Q: I want the energy that it takes to pull BO apart into a boron atom and an oxygen atom. If a method gives a good total energy for the molecule, can I trust its atomization energy?

Errors in the atomization energy of BO (neutral doublet, PBE0/def2-TZVP geometry) without zero-point energy, computed with Ansatz 0.2.0 and the AFQMC program afq 1. All levels use the cc-pVTZ basis and frozen cores, with a UHF determinant for the molecule; ph-AFQMC is phaseless, with the trial named after the slash, and released AFQMC lets the constraint go.

| level | this level less the reference (CCSDT(Q), same basis) (meV) | statistical noise, one standard error (meV) |
| --- | --- | --- |
| HF | -2337.0 | 0.00 |
| MP2 | 672.0 | 0.00 |
| CCSD | -299.0 | 0.00 |
| CCSD(T) | -23.0 | 0.00 |
| ph-AFQMC/HF | 263.0 | 39.00 |
| ph-AFQMC/CISD | -11.0 | 4.00 |
| released AFQMC | -7.0 | 7.00 |

A: Not on that ground alone, and the MP2 row shows why. A positive error means that the level binds BO more strongly than the reference, CCSDT(Q), does in the same basis. MP2, which treats the correlation of electron pairs to second order, overbinds by 672 meV. CCSD, which lets the pair excitations influence one another, underbinds by 299 meV. Yet the total energies of BO at these two levels differ by only 30 meV.

Q: How can nearly the same molecular energy lead to opposite errors?

A: The atomization energy is the energy of the two atoms less that of the molecule. Let $\delta$ be the amount by which a level places an energy above the reference. The error is then

$$\Delta D=\delta_{\mathrm{atoms}}-\delta_{\mathrm{BO}}.$$

For MP2, the BO totals give $\delta_{\mathrm{BO}}=464$ meV. With the error in the table, this puts the two atoms together $672+464=1136$ meV too high. MP2 overbinds because it describes the separated atoms worse than the molecule, although it misses correlation energy in both.

Q: I had hoped that such errors would cancel.

A: They would do so in large part if a level recovered the same share of the correlation energy in the atoms and in BO. That picture can be tried on each row without fitting anything. MP2 recovers 94.6 % of the correlation energy of BO and so loses 5.4 %. Correlation contributes 2337 meV to the reference atomization energy, and losing 5.4 % of that would leave MP2 underbinding by about 127 meV. The picture thus gets even the sign wrong.

For CCSD and CCSD(T) it gets the sign right but only about half the size or less. The output after this exchange compares it, row by row, with the opposite picture, in which the atoms are exact and only BO is in error. The two coupled-cluster errors lie between the two pictures, whereas MP2 lies far outside both.

Q: Could I have noticed the MP2 failure without the reference?

A: Yes, by following the atoms and the molecule separately from one level to the next. From MP2 to CCSD the energy of BO falls by 30 meV, but that of the two atoms falls by 1001 meV. The atomization energy therefore drops by 971 meV. A molecular energy that seems to have settled says little when the atoms are still moving by an electronvolt. Here it has not even settled, since both levels leave BO more than 400 meV above the reference.

Q: What is so hard about two atoms?

A: Theory suggests boron as one likely source. Its two 2s electrons can move together into empty 2p orbitals that lie close by, so this double excitation mixes strongly into the ground state. MP2 weights it by one over an orbital-energy gap taken from Hartree–Fock. That gap is too wide, because it leaves out the attraction between the promoted electrons and the holes they leave behind. The excitation then enters too weakly.

CCSD contains the same kind of excitation but couples it to itself and to the others through all orders. This repairs most of the atomic error, which falls from 1136 to 135 meV. In BO this isolated pair is gone. The boron 2s and 2p orbitals mix into the σ orbitals of the molecule, one of which holds the unpaired electron, so the excitation is no longer available in its atomic form. How the atomic error divides between boron and oxygen stays open, since the numbers here give only the sum of both atoms, and MP2 also misses correlation among the six valence electrons of oxygen.

Q: If CCSD repairs the atoms, why does it underbind?

A: What it still lacks is mainly the correlated motion of three electrons at once, and a molecule offers more chances for that. BO has nine valence electrons, which form 84 different trios. In the separated atoms, with three and six valence electrons, only $1+20=21$ trios remain. The trios are not equally important, so this count gives a direction and not an energy, but it suggests why BO has more triple correlation to lose than the atoms have.

The step to CCSD(T), which adds triples approximately, bears this out. It lowers BO by 390 meV but the two atoms together by only 114 meV. The atomization energy therefore rises by 276 meV, which leaves an error of only −23 meV. The two failures thus have different origins: MP2 mishandles pairs in the atoms, while CCSD leaves out triples that count for more in the molecule.

Q: The quantum Monte Carlo rows come with error bars. Surely those tell me when to worry?

A: They tell you about sampling only. The phaseless walk with a Hartree–Fock trial overbinds by 263 meV with a standard error of 39 meV, so chance is a poor explanation. Replacing the trial by a CISD wavefunction, which includes single and double excitations, changes the atomization energy by 274 meV. A result that depends this much on the trial carries a bias that its error bar does not contain.

Q: Why should the trial matter, if the walkers explore the wavefunction themselves?

A: The walkers acquire complex phases, and without control their contributions cancel until noise buries the energy. The phaseless constraint prevents this by using each walker's overlap with the trial to decide how its phase is handled. With an exact trial this would do no harm. With an approximate one it shifts the energy, and longer sampling only measures the shifted value more precisely.

Here too the larger part of the error sits in the atoms, which come out 204 meV too high in energy. BO comes out 59 meV too low, but with a noise of 37 meV that part is not well resolved. It is tempting to blame the same 2s–2p mixing in boron, which a single determinant leaves out and a CISD trial contains. That link is a guess.

Q: Then which of the last small errors is the best?

A: The numbers do not settle that. The CISD-trial walk and the walk with its constraint released differ by 4 meV, which is within their noise, and the CISD-trial run still drifted by 2.6 standard errors. The reference has its own uncertainty, although its noise is zero: quadruple excitations alone still lower BO by 29 meV. The makers of the data also cite a window of 25 to 40 meV, within which CCSDT(Q) and a released walk had to agree before either served as a reference. That figure comes from their tests on other systems, and the BO runs record no such check. If the same rule was applied here, the closeness of the two is no independent proof. An order among errors of 7, 11 and 23 meV should not be read as a ranking of methods. Nor does a small error here promise the measured energy, because every level and the reference share one finite basis and frozen cores, and what those leave out does not show in the table.

Numerical output:

```
Where the error sits (meV):
             row  error of atomization energy  BO too high by  atoms together too high by
              HF                        -2337            8568                        6231
             MP2                          672           464.4                        1136
            CCSD                         -299           434.2                       135.2
         CCSD(T)                          -23           43.84                       20.84
     ph-AFQMC/HF                          263          -58.98                         204
   ph-AFQMC/CISD                          -11           21.33                       10.33
  released AFQMC                           -7            7.02                        0.02
Correlation recovered (percent) and two simple pictures (meV):
             row  share in BO  share in atoms  error if shares were equal  error if atoms were exact
              HF            0               0                       -2337                      -8568
             MP2        94.58           81.76                      -126.7                     -464.4
            CCSD        94.93           97.83                      -118.4                     -434.2
         CCSD(T)        99.49           99.67                      -11.96                     -43.84
     ph-AFQMC/HF        100.7           96.73                       16.09                      58.98
   ph-AFQMC/CISD        99.75           99.83                      -5.818                     -21.33
  released AFQMC        99.92             100                      -1.915                      -7.02
Correlation part of the reference atomization energy (meV): 2337
Correlation part as percent of the reference atomization energy: 28.75
MP2 correlation part of the atomization energy (percent of the reference part): 128.8
CCSD correlation part of the atomization energy (percent of the reference part): 87.21
BO total energy, MP2 above CCSD (meV): 30.2
Atoms together, MP2 above CCSD (meV): 1001
Atomization energy, MP2 above CCSD (meV): 971
Atomization energy gained from CCSD to CCSD(T) (meV): 276
BO lowered from CCSD(T) to CCSDT (meV): 14.79
BO lowered from CCSDT to CCSDT(Q) (meV): 29.05
Phaseless walk with HF trial, error in standard errors: 6.744
Phaseless walk with CISD trial, size of error in standard errors: 2.75
Atomization energy, HF trial above CISD trial (meV): 274
Noise of the atoms alone with HF trial, if noises are independent (meV): 13.2
BO lowered by releasing the constraint (meV): 14.31
Atoms together lowered by releasing the constraint (meV): 10.31
```
